In rutile PbO$_2$, layers of lead lie stacked along the normal of the (100) face, each shifted sideways by half of both surface edges. A slab with four such layers lets us ask how far this stacking shapes the electron levels. In the table b1 and b2 are the two highest filled levels, b1 uppermost, and a1 is the lowest empty one. Point a and point b count the wave vector along the short and the long surface edge; G is the zone centre, X and Y the edge midpoints and S the corner.

Calculated values. Kohn–Sham levels of a relaxed 12-plane rutile PbO$_2$ (100) slab, from Ansatz 0.2.0 with scalar-relativistic PBE, no spin polarisation, PAW, a 420 eV plane-wave cutoff, a Gamma-centred 10×7×1 k mesh, 0.1 eV Gaussian smearing and a dipole correction. Outer orbital weights are Löwdin weights summed over the two outermost planes (O and Pb) of both faces, not renormalised.

| point label | point a (reciprocal cell vectors) | point b (reciprocal cell vectors) | level b1 from the Fermi level (eV) | outer orbital weight b1 | level b2 from the Fermi level (eV) | outer orbital weight b2 | level a1 from the Fermi level (eV) | outer orbital weight a1 |
| --- | --- | --- | --- | --- | --- | --- | --- | --- |
| X | 0.5000 | 0.0000 | -0.330 | 0.560 | -0.330 | 0.560 | 2.960 | 0.670 |
| between | 0.4167 | 0.0000 | -0.280 | 0.460 | -0.350 | 0.800 | 2.730 | 0.480 |
| between | 0.3333 | 0.0000 | -0.290 | 0.440 | -0.350 | 0.800 | 2.230 | 0.360 |
| between | 0.2500 | 0.0000 | -0.340 | 0.460 | -0.340 | 0.620 | 1.570 | 0.360 |
| between | 0.1667 | 0.0000 | -0.260 | 0.260 | -0.340 | 0.440 | 0.880 | 0.420 |
| between | 0.0833 | 0.0000 | -0.200 | 0.240 | -0.380 | 0.320 | 0.340 | 0.560 |
| G | 0.0000 | 0.0000 | -0.180 | 0.300 | -0.450 | 0.160 | 0.140 | 0.600 |
| between | 0.0000 | 0.0833 | -0.190 | 0.280 | -0.460 | 0.220 | 0.220 | 0.580 |
| between | 0.0000 | 0.1667 | -0.200 | 0.260 | -0.470 | 0.380 | 0.400 | 0.560 |
| between | 0.0000 | 0.2500 | -0.230 | 0.260 | -0.460 | 0.540 | 0.650 | 0.560 |
| between | 0.0000 | 0.3333 | -0.260 | 0.300 | -0.420 | 0.490 | 0.930 | 0.580 |
| between | 0.0000 | 0.4167 | -0.300 | 0.340 | -0.380 | 0.420 | 1.190 | 0.660 |
| Y | 0.0000 | 0.5000 | -0.340 | 0.370 | -0.340 | 0.370 | 1.330 | 0.720 |
| between | 0.0833 | 0.5000 | -0.340 | 0.370 | -0.340 | 0.370 | 1.490 | 0.720 |
| between | 0.1667 | 0.5000 | -0.340 | 0.470 | -0.340 | 0.470 | 1.850 | 0.710 |
| between | 0.2500 | 0.5000 | -0.350 | 0.640 | -0.350 | 0.640 | 2.230 | 0.680 |
| between | 0.3333 | 0.5000 | -0.330 | 0.730 | -0.330 | 0.730 | 2.470 | 0.600 |
| between | 0.4167 | 0.5000 | -0.310 | 0.760 | -0.320 | 0.760 | 2.550 | 0.530 |
| S | 0.5000 | 0.5000 | -0.300 | 0.750 | -0.300 | 0.750 | 2.570 | 0.500 |
| between | 0.4167 | 0.4167 | -0.300 | 0.680 | -0.320 | 0.780 | 2.570 | 0.540 |
| between | 0.3333 | 0.3333 | -0.320 | 0.640 | -0.340 | 0.740 | 2.440 | 0.580 |
| between | 0.2500 | 0.2500 | -0.330 | 0.480 | -0.350 | 0.620 | 1.840 | 0.400 |
| between | 0.1667 | 0.1667 | -0.260 | 0.240 | -0.350 | 0.440 | 1.060 | 0.440 |
| between | 0.0833 | 0.0833 | -0.200 | 0.240 | -0.390 | 0.340 | 0.400 | 0.540 |

### 1. Where is the gap smallest, and how well is it known?

Among the sampled points it is smallest at G, where a1 lies 0.32 eV above b1; a crossing between those points could be missed. The levels are printed to 0.01 eV, so the second decimal of a difference may be off by one, and here it is: unrounded, the run gives 0.327 eV. The zero carries less meaning than the differences, because the Fermi level can sit anywhere inside a gap. PBE is known to close the gap of bulk PbO$_2$, so this gap belongs to the thin slab and should not be used as the gap of the material. The run also leaves out spin–orbit coupling, which matters for lead and could shift the levels on either side of the gap.

### 2. Why does a1 move so much more than b1?

Over all points a1 spans 2.82 eV and b1 only 0.17 eV. The empty level is expected to be the antibonding mix of Pb 6s and oxygen 2p. Each lead already holds about 1.2 of its two 6s electrons by the Löwdin count, so oxygen takes a large share of it. At G neighbouring 6s orbitals are in phase, and an oxygen p orbital between two of them, with lobes of opposite sign, feels two pushes that cancel. Towards X the phases begin to alternate, the pushes add, and the level climbs. The top filled levels are expected to be mostly oxygen lone pairs, which overlap little. Besides, b1 is not one band but the upper edge of many oxygen levels: its outer weight runs from 0.24 to 0.76, so its span is not a bandwidth. Tin in place of lead would keep this pattern but widen the gap, since its 5s level lies higher than the relativistically lowered 6s level of lead.

### 3. Is an electron lighter towards X than towards Y?

The first step from G raises a1 by 0.20 eV towards X and by 0.08 eV towards Y, but the two steps differ in length. Towards X the step is $q = 2\pi \times 0.0833/3.442$ Å $= 0.152$ Å$^{-1}$. With $\hbar^2/2m_e = 3.81$ eV Å$^2$, the effective mass is $3.81 \times 0.152^2/0.20 = 0.44$ electron masses.

The same steps with the long edge, 5.083 Å, give 0.50 towards Y, or anything from 0.45 to 0.58 if the small rise is off by 0.01 eV. The run also gives a1 at G unrounded, 0.143 eV, which leaves only 0.005 eV of doubt in each rise: the mass is then 0.44 to 0.46 towards X and 0.49 to 0.56 towards Y. By this first-step measure the electron is slightly lighter towards X, but most of the steeper look comes from the shape of the cell.

### 4. Can the rises towards X and Y be added to get S?

Close to G they can: at (0.0833, 0.0833) the sum is only 0.02 eV too high. At S it is too high by 1.58 eV, and a1 there even lies below its value at X.

The stacking offers a reason. Each lead atom faces four in the next layer, and their joint coupling varies roughly as $\cos(\pi a)\cos(\pi b)$, with $a$ and $b$ the two point coordinates. At G the four act together and lower a1; at X or Y they cancel. This lowering can be lost only once, whereas the sum subtracts it twice. The product vanishes at both X and S, so it could explain the failure of the sum but not why S lies below X.

Adding this product to a plain sum of cosines, both fitted to a1 in all 24 rows, cuts the typical miss from 0.26 to 0.14 eV, as the output below shows. So such a term helps, but the fit does not show that it is needed, or that it comes from the stacking. The square of the product, expected if the coupling acts in second order, also vanishes on the zone edge. Multiplied out, it is an equal mix of a constant, the two cosines of the plain sum and $\cos(2\pi a)\cos(2\pi b)$. That last term is also what coupling between diagonal neighbours within a single layer would give, and it does not vanish on the edge. Added to the plain sum, it can match G, X, Y and S exactly, with a typical miss of about 0.1 eV over all rows. These levels alone therefore cannot tell coupling between layers from coupling within them.

With the unsquared product the worst miss is still 0.26 eV, at (0.25, 0.25), which it puts too low, and S comes out nearly as far too high. Besides the form of the term, one possible reason, not tested here, is that the formula assumes one fixed pattern across the layers, while the outer weight of a1 changes from point to point.

### 5. Are b1 and b2 equal by accident?

At X, at S and from Y to S they are equal by symmetry. A glide turns the slab over and shifts it by half of both edges. At X, applying this glide and a mirror in the two possible orders gives opposite signs, which no single level can satisfy, so each needs a partner. From Y to S a screw axis together with time reversal has the same effect. At (0.4167, 0.5) the table prints −0.31 and −0.32 eV, because the pair lies where rounding turns a tiny numerical difference into a full last digit.

At (0.25, 0) both levels also read −0.34 eV, but their outer weights are 0.46 and 0.62. Weights are averaged for levels within 1.5 meV, so these two are distinct and merely close. Spin–orbit coupling, left out here, could split the symmetry pairs.

### 6. Which levels belong to the surface?

A weight needs a yardstick. The outer planes hold two of the eight oxygen atoms, so an evenly spread oxygen level would have 0.25. At G b1 has 0.30 and is spread through the slab; at S it has 0.75, three times the even share. The outermost oxygen atoms bind two lead atoms instead of three, which leaves them more lone-pair-like. Whether such a level is a true surface state depends on whether bulk levels share its energy and wave vector. The slab was also not allowed to reconstruct, and a real face that does so could have different surface levels.

### 7. Is a1 at G a wave confined between the faces?

Not a simple one. The lowest standing wave on four equal lead layers would have 0.28 of its weight on the outer two, but a1 has 0.60. That weight counts the outer oxygen as well as the outer lead, and the table does not split it. Both plausibly draw the level towards the faces: outer lead has lost an oxygen neighbour, and outer oxygen, with lead on one side only, has a p orbital along the normal whose two pushes do not cancel at G. An estimate of how the gap changes with thickness therefore cannot treat the slab as a plain box. Some caution is due as well, because the run warns that its exchange–correlation potential is rough where the density is thin, which could disturb levels that reach out into the vacuum.

The analysis program printed:

```
Gap at G from the printed levels, eV: 0.32
Span of b1 over all points, eV: 0.17
Span of a1 over all points, eV: 2.82
Span of a1 over span of b1: 16.59
Rise of a1 from G to Y, eV: 1.19
Rise of a1 in the first step towards X, eV: 0.2
Rise of a1 in the first step towards Y, eV: 0.08
Mass towards X from the first step, electron masses: 0.4405
Mass towards Y from the first step, electron masses: 0.5049
Mass towards Y if the rise were 0.01 eV larger, electron masses: 0.4488
Mass towards Y if the rise were 0.01 eV smaller, electron masses: 0.5771
Sum of separate rises less true rise at (0.0833, 0.0833), eV: 0.02
Sum of separate rises less true rise at (0.25, 0.25), eV: 0.24
Sum of separate rises less true rise at S, eV: 1.58
Number of sampled points on the zone edge: 8
Smallest weight difference of b1 and b2 off the zone edge: 0.06
Lowest b2 level with outer weight above 0.7, eV: -0.35
Highest b2 level with outer weight above 0.7, eV: -0.3
Outer weight of b1 at S over an even spread on O: 3
Outer weight of b1 at G over an even spread on O: 1.2
Outer share of the lowest standing wave on four Pb layers: 0.2764
Pb 6s population, outer less inner Pb, electrons: 0.0864
fit of level_a1 on 24 rows: constant 1.757 +/- 0.059, coefficient of ca -1.028 +/- 0.076, coefficient of cb -0.2922 +/- 0.067; rms 0.262, worst S 0.507, leave-one-out rms 0.313
fit of level_a1 on 24 rows: constant 2.263 +/- 0.077, coefficient of ca -0.6982 +/- 0.061, coefficient of cb 0.1337 +/- 0.069, coefficient of cc -1.366 +/- 0.19; rms 0.137, worst between -0.26, leave-one-out rms 0.17
```
